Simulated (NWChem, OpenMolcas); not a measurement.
**Exact exchange and the vertical energy of the triplet above the singlet of SiH2Cl2 (dichlorosilane (DCS))**

SiH2Cl2: 5 atoms, total charge 0, spin state singlet. As SMILES, `Cl[SiH2]Cl`. Geometry: relaxed at PBE0-D4/def2-TZVP.

The vertical energy of the triplet above the singlet y, in eV, basis 6-311+G(d,p); a is the functional's share of exact exchange. Programs: NWChem 7.3.0, OpenMolcas 26.06.

| functional | program | a | y (eV) |
| --- | --- | --- | --- |
| PBE | OpenMolcas | 0 | 6.49 |
| TPSS | OpenMolcas | 0 | 6.77 |
| B3LYP | NWChem | 0.2 | 7.02 |
| PBE0 | NWChem | 0.25 | ? |
| BHLYP | NWChem | 0.5 | 7.73 |

**Question.** Fit y = c + s·a to the known rows and predict PBE0.

**Answer.** 
1. Means of the 4 rows: a = 0.1750, y = 7.002.
2. Σ(Δa)² = 0.1675, Σ(Δa·Δy) = 0.36725, so the slope is 0.36725/0.1675 = 2.1925.
3. Intercept: 7.002 − (2.1925) × 0.1750 = 6.618. The largest residual of the fit is 0.15.
4. PBE0: 6.618 + (2.1925) × 0.25 = 7.17 eV.

The run gave 7.10 eV, so the prediction is off by +0.07 eV, within the scatter of the fit. The rows mix families of semi-local functionals, which the line can't see.

The vertical triplet energy rises with the share of exact exchange, from 6.49 eV with PBE to 7.10 eV with PBE0 and 7.73 eV with BHLYP. The lowest triplet probably promotes an electron from a chlorine 3p lone pair into an orbital with Si–Cl antibonding character, which shifts charge from chlorine towards silicon. Semi-local exchange tends to place such a state too low because it describes the separated hole and electron too favourably, and exact exchange corrects part of this. The share of exact exchange is not the only influence, however: TPSS, with none, already recovers nearly half of the rise from PBE to PBE0. The fitted slope is therefore an empirical sensitivity rather than a property of the molecule. Since the excitation weakens Si–Cl bonding, the triplet should relax considerably by stretching these bonds, so the vertical values do not give the threshold for photodissociation.
